**Q.** We count electrons into a small dot one at a time. Before any calculation, what sizes should I carry in my head for a hard spherical dot with an attractive charge at its centre?

**A.** For the dot below, computed in spin-polarised LDA, four numbers do most of the work. From eight electrons on, each new electron raises the price of the next by about 0.15 hartree*, a little more than one over the radius. A shell closure adds roughly 0.1 to that step and a half-filled shell about 0.035. The highest eigenvalue lies about 0.075 above the chemical potential. The stars mark effective atomic units, in which the effective mass and the dielectric constant of the host are absorbed.

The picture has two regions. The first two electrons are held close to the central charge of 2 and cancel it, much as in helium. Every later electron sees a neutral core, is repelled by the others and is held in only by the wall, which is why the chemical potential is positive from the third electron on. These outer electrons gather in a layer towards the wall and behave like charge on a small capacitor with angular quantum levels on top.

Hard-wall spherical dot of radius 7.51 bohr* with a central point charge of 2 e, in spin-polarised LDA (PW92) with radks and Libxc; stars mark effective atomic units. Shells are m-averaged and filled greedily, so a lower state can be missed. The chemical potential is E(N)-E(N-1), the addition energy E(N+1)+E(N-1)-2E(N), and the highest occupied level is named by radial order.

```tsv
electrons	chemical potential (hartree*)	unpaired electrons	rms radius (bohr*)	highest eigenvalue (hartree*)	highest level	addition energy (hartree*)
1	-1.942	1	0.8943	-1.510	1s up	n/a
2	-0.8927	0	1.134	-0.5702	1s up	1.015
3	0.1219	1	2.783	0.1948	2s up	0.1764
4	0.2983	0	3.415	0.3764	2s up	0.1990
5	0.4973	1	3.798	0.5793	1p up	0.1599
6	0.6571	4	4.068	0.7348	1p up	0.1737
7	0.8308	3	4.275	0.9084	1p up	0.1925
8	1.023	2	4.441	1.102	1p down	0.1574
9	1.181	1	4.577	1.260	1p down	0.1586
10	1.339	0	4.691	1.419	1p up	0.2419
11	1.581	1	4.803	1.658	1d up	0.1550
12	1.736	2	4.897	1.814	1d up	0.1553
13	1.891	3	4.978	1.969	1d up	0.1554
14	2.047	4	5.049	2.124	1d up	0.1554
15	2.202	5	5.112	2.280	1d up	0.1898
16	2.392	4	5.169	2.468	1d down	0.1525
17	2.544	3	5.220	2.621	1d down	0.1529
18	2.697	2	5.266	2.774	1d down	0.1531
19	2.850	1	5.309	2.927	1d down	0.1532
20	3.004	0	5.348	3.080	1d up	0.2539
21	3.258	1	5.388	3.333	1f up	0.1516
22	3.409	2	5.424	3.485	1f up	0.1517
23	3.561	3	5.458	3.637	1f up	0.1517
24	3.713	4	5.489	3.788	1f up	0.1517
25	3.864	5	5.519	3.940	1f up	0.1517
26	4.016	6	5.546	4.092	1f up	0.1516
27	4.168	7	5.572	4.243	1f up	0.1859
28	4.353	6	5.596	4.428	1f down	0.1500
29	4.503	5	5.619	4.578	1f down	0.1501
30	4.654	4	5.641	4.729	1f down	0.1502
31	4.804	3	5.662	4.879	1f down	0.1502
32	4.954	2	5.681	5.029	1f down	0.1503
33	5.104	1	5.700	5.179	1f down	0.1503
34	5.254	0	5.718	5.330	1f up	0.2701
35	5.525	1	5.736	5.599	1g up	0.1493
36	5.674	2	5.754	5.748	1g up	0.1493
37	5.823	3	5.770	5.898	1g up	0.1493
38	5.972	4	5.786	6.047	1g up	0.1493
39	6.122	5	5.802	6.196	1g up	0.1493
40	6.271	6	5.816	6.346	1g up	0.1492
```

The chemical potential $\mu(N)=E(N)-E(N-1)$ is the cost of electron $N$, and the addition energy is $A(N)=\mu(N+1)-\mu(N)$. Levels are named by radial order, so 1p, 1d, 1f and 1g are the lowest levels with $l=1$ to 4. I write $M$ for the number of unpaired electrons and $R=7.51$ bohr* for the radius.

**Q.** Where does the 0.15 come from? One over 7.51 is only 0.133.

**A.** Charge $N$ on a thin shell of radius $r$ has energy $N^2/2r$, whose second difference is $1/r$. With the shell at the wall that is your 0.133. A uniformly filled ball has energy $3N^2/5R$ and gives $6/5R=0.160$. From $N=8$ on, every addition energy that is not a peak lies between these two, from 0.1586 at $N=9$ down to 0.1492 at $N=40$. The bracket is a finding of this table and not a theorem, since exchange and correlation lower the step as well.

The wave functions vanish at the wall, so the added charge sits a distance $d$ inside it and $1/(R-d)\approx(1+d/R)/R$. The spacing of the electrons, $R\,N^{-1/3}$, and the quantum length $(R^2/N)^{1/3}$ of an electron pressed against the wall by a field of order $N/R^2$ both fall as $N^{-1/3}$. If $d$ does too, the plateau is

$$U(N)=\frac{1+c\,N^{-1/3}}{R}.$$

A least-squares fit of $AR-1$ against $N^{-1/3}$ on the 28 rows from $N=8$ that are neither closed nor half filled gives $c=0.39$. The exponent is an argument, not a result: a free power law through the same rows has exponent $-0.28$, nearer to $-1/3$ than to the $-1/2$ that electrons spread over a surface would suggest, but equal to neither. Since $c$ also swallows exchange and correlation, it is no measurement of $d$. The computed rms radius is the wrong length here, for $1/5.641=0.177$ at $N=30$ is well above the 0.150 of the table. Most of this is the added charge going further out than the average electron: the growth of $N\langle r^2\rangle$ from row 29 to row 31 puts it at an rms radius of about 6.3, and one over that is about 0.16. The thickness of the layer and exchange-correlation would account for the rest.

**Q.** And the large peaks at 10, 20 and 34 electrons?

**A.** The counts of unpaired electrons and the level labels show these to be the closures of 1p, 1d and 1f, which hold $2(2l+1)$ electrons each on top of four s electrons. The next electron needs one more unit of angular momentum and pays for it in kinetic energy. In an empty hard sphere the lowest level of each $l$ is $\epsilon_l=x_l^2/2R^2$, with $x_l$ the first zero of the spherical Bessel function: 4.493, 5.763, 6.988 and 8.183 for p, d, f and g. The levels are 0.179, 0.2945, 0.4329 and 0.5936 hartree*.

The excess of the three peaks over $U$ is smaller than the box gaps, by factors of 0.73, 0.73 and 0.75. A fit of excess against gap through the origin gives $b=0.74$, which rests on these three rows only. The reason for $b<1$ can be argued. An electron at radius $r$ has angular energy $l(l+1)/2r^2$, so the step from $l$ to $l+1$ is $(l+1)/r^2$, and repulsion moves the electrons to larger $r$ than in the empty box. At $N=10$ the box gap of 0.1155 corresponds to $r=\sqrt{2/0.1155}=4.2$, the actual excess of 0.0846 to $r=4.9$, and the rms radius is 4.69. Putting the tabulated rms radius into this rotor formula gives steps of which the excess over $U$ is 93, 97 and 99 per cent, with no constant beyond that in $U$. Agreement this close is partly luck, because the tabulated radius averages over all electrons, the two core ones included, and the outer electrons alone lie further out, while the step needs the mean of $1/r^2$, which weights smaller radii; the two errors offset. The size of the steps still supports angular kinetic energy as the cause. For a hand rule the scaled box is better suited, because it doesn't need a computed radius.

**Q.** The smaller peaks at 15 and 27 are nearly equal although the shells differ in size. Is that an accident?

**A.** Largely not. The shells fill by Hund's rule, spin up first, and these rows are where spin down begins. Let exchange lower the energy by $IM^2/4$. Inside a half shell $M$ runs $M-1,\,M,\,M+1$ and the second difference is $-I/2$, which is part of the plateau. At a closure $M$ runs 1, 0, 1 and the result is again $-I/2$, so spin adds nothing to the big peaks. At half filling $M$ runs $M-1,\,M,\,M-1$, which gives $IM-I/2$, an excess of $IM$.

For a uniform gas in volume $V$, LDA exchange is $-\tfrac34(3/\pi)^{1/3}(N/V)^{1/3}N\,[1+\tfrac29(M/N)^2]$, so $I$ falls as $N^{-2/3}/R$. Meanwhile $M$ at half filling grows from 5 to 7, and $M/N^{2/3}$ only moves from 0.82 to 0.78. The product is therefore almost constant. This estimate gives a little over 0.04, the table 0.0356 and 0.0354 above $U$; correlation and the uneven density are left out of the estimate, so only its order of magnitude and its flatness count. The rule takes the mean of the two rows, $X=0.035$.

**Q.** How do these pieces give a chemical potential?

**A.** They add. The addition energy is $U(N)$, plus $b(\epsilon_{l+1}-\epsilon_l)$ at a closure, plus $X$ at half filling. The chemical potential is the running sum of the steps below $N$. Replacing the sum over $U$ by an integral up to $n=N-\tfrac12$ gives

$$\mu(N)=\frac{n+1.5\,c\,n^{2/3}}{R}+b\,\epsilon_l+hX+\mu_0,$$

where $l$ belongs to the shell that takes electron $N$ and $h$ counts the half fillings passed, starting with 1p. The constant $\mu_0=-0.443$ is the mean offset over rows 8 to 40 once the other three constants are rounded. It stands in for the central charge and for exchange-correlation, but it shifts whenever $c$ does and has no meaning of its own.

For the eigenvalue, Janak's theorem makes it the slope of $E$ with the occupation of the highest level, taken at $N$. The chemical potential is the mean slope between $N-1$ and $N$, so with curvature $U$ the eigenvalue is $\mu+U/2$. The curvature is that of the shell being filled, so the plateau enters even at a peak. At $N=10$ the offset is $1.419-1.339=0.080$, half the plateau, where half the addition energy would be 0.121. The offset comes from the curvature of the LDA energy; with the exact functional the two quantities would coincide, so the chemical potential is what to set against a measurement.

**Q.** Show me on a closed shell and on an open one.

**A.** Take $N=20$, the closed 1d shell. With $20^{-1/3}=0.3684$, $U=(1+0.39\times0.3684)/7.51=0.1523$. The gap term is $0.74\times(0.4329-0.2945)=0.1024$, so $A=0.2547$ against 0.2539 in the table. For the chemical potential $n=19.5$ and $n^{2/3}=7.245$, so the charging part is $(19.5+0.585\times7.245)/7.51=3.161$. The d level contributes $0.74\times0.2945=0.218$ and two half fillings 0.070. The sum is $3.161+0.218+0.070-0.443=3.006$ against 3.004, and adding $U/2$ gives an eigenvalue of 3.082 against 3.080.

For $N=30$, spin-down filling of 1f, there is no peak term, and $30^{-1/3}=0.3218$ gives $A=U=0.1499$ against 0.1502. With $n^{2/3}=9.547$ the charging part is $(29.5+0.585\times9.547)/7.51=4.672$, the f level gives 0.320 and three half fillings 0.105. Then $\mu=4.672+0.320+0.105-0.443=4.654$, the tabulated value. Both rows were part of the fit, and agreement to the last digit at $N=30$ is better than the rule deserves.

**Q.** Then what is its honest accuracy?

**A.** Over rows 8 to 40 the addition energy is within 1.1 per cent of the table, worst at $N=8$, with an rms error of 0.0008 hartree*. The chemical potential is within 0.15 per cent, but that flatters, because it is a large sum; the absolute error reaches 0.007 at $N=40$ and grows through the 1g shell. A stiffer check fixes all four constants on rows 8 to 20 and carries them to rows 21 to 40, with the form of the rule and the order of the shells still taken from the whole table: addition energies stay within 1.1 per cent and chemical potentials within 0.25 per cent. A constant plateau of $1.14/R$ misses by up to 4 per cent, at $N=9$.

The errors in $A$ are mostly far above the rounding of 0.00005 and they have a pattern. The plateau doesn't slide down smoothly. It drops after each peak from $N=10$ on and is then flat or slightly rising within a half shell, and the smooth formula cuts through this staircase. The flatness itself may be an artefact: averaging over the magnetic quantum number removes multiplet structure and forbids deformation, so a real open shell needn't be so even.

**Q.** Where does it break at small $N$?

**A.** In three ways. Rows 1 and 2 are an atom and not a capacitor, and the rule's $-0.26$ for the first electron is useless. The hydrogenic $-Z^2/2=-2$ for $Z=2$ is close to the tabulated $-1.942$, and the difference is LDA self-interaction: in that run the Hartree energy is 0.609 and exchange-correlation $-0.552$, leaving $+0.057$ where the exact sum is zero. For two electrons the screened charge $Z-5/16$ gives a total of $-2.848$ against $-1.942-0.893=-2.835$.

Rows 3 and 4 fill 2s. Treating it as the ground level of the box, with $x=\pi$, puts $\mu$ 20 and 10 per cent too low and $A(4)$ 17 per cent too high. An s electron penetrates the core and must be orthogonal to 1s, so it is no box state; the excess of $A(4)$ over $U$, a rough measure of its gap to 1p, is only 0.36 of the box gap. In the one-electron run the empty 2s and 1p levels already lie close, at $-0.204$ and $-0.178$.

That closeness bites at $N=6$, whose four unpaired electrons mean 2s¹1p³ and not 2s²1p². Raising $M$ from 2 to 4 gains $3I$, a few hundredths of a hartree*, the same order as the 2s–1p gap, so a promotion is plausible. Lowering $E(6)$ raises $A(6)$ and lowers both neighbours, and the signs agree: the table lies 0.012 above the rule at 6 and a few thousandths below at 5 and 7. Rows 5 to 7 were kept out of the fit for this reason; the rule still gets their chemical potentials to about 1 per cent. The step from 6 to 7 refills 2s although the label reads 1p. In such near ties the greedy filling can miss a lower state, and $A(8)$, the worst fitted row, leans on $E(7)$.

**Q.** Can I carry the rule to more electrons or to another dot?

**A.** With conditions. The ladder 1p, 1d, 1f, 1g is an input read from the table. In an empty box a second s level, with $x=2\pi$, would fall between 1d and 1f, yet 3s and 2p stay empty here up to 40 electrons. Theory offers a reason, since with the core cancelled the interior is repulsive and levels with weight there are pushed up, but the greedy filling could also have passed over them. If 1g goes on filling undisturbed, half filling comes at $34+9=43$, where the rule gives $(1+0.39\times0.285)/7.51+0.035\approx0.18$. An inner level dropping in would move that peak.

For another radius the derivation says that, to leading order, charging and spin steps scale as $1/R$ and shell gaps as $1/R^2$, so closures stand out more in a small dot and fade against the spin peaks in a large one. The constants were fixed at one radius and one central charge and shouldn't be taken as universal: $b$ ought to move towards 1 as kinetic energy wins in a small dot, $c$ should grow there because the wall length makes $d/R$ go as $(NR)^{-1/3}$, the product $XR$ need not stay fixed because correlation weighs more at low density, and $\mu_0$ has to be reset from one known chemical potential. A different central charge changes the size of the atomic core and the order of the s levels, which is the region where the rule already fails.
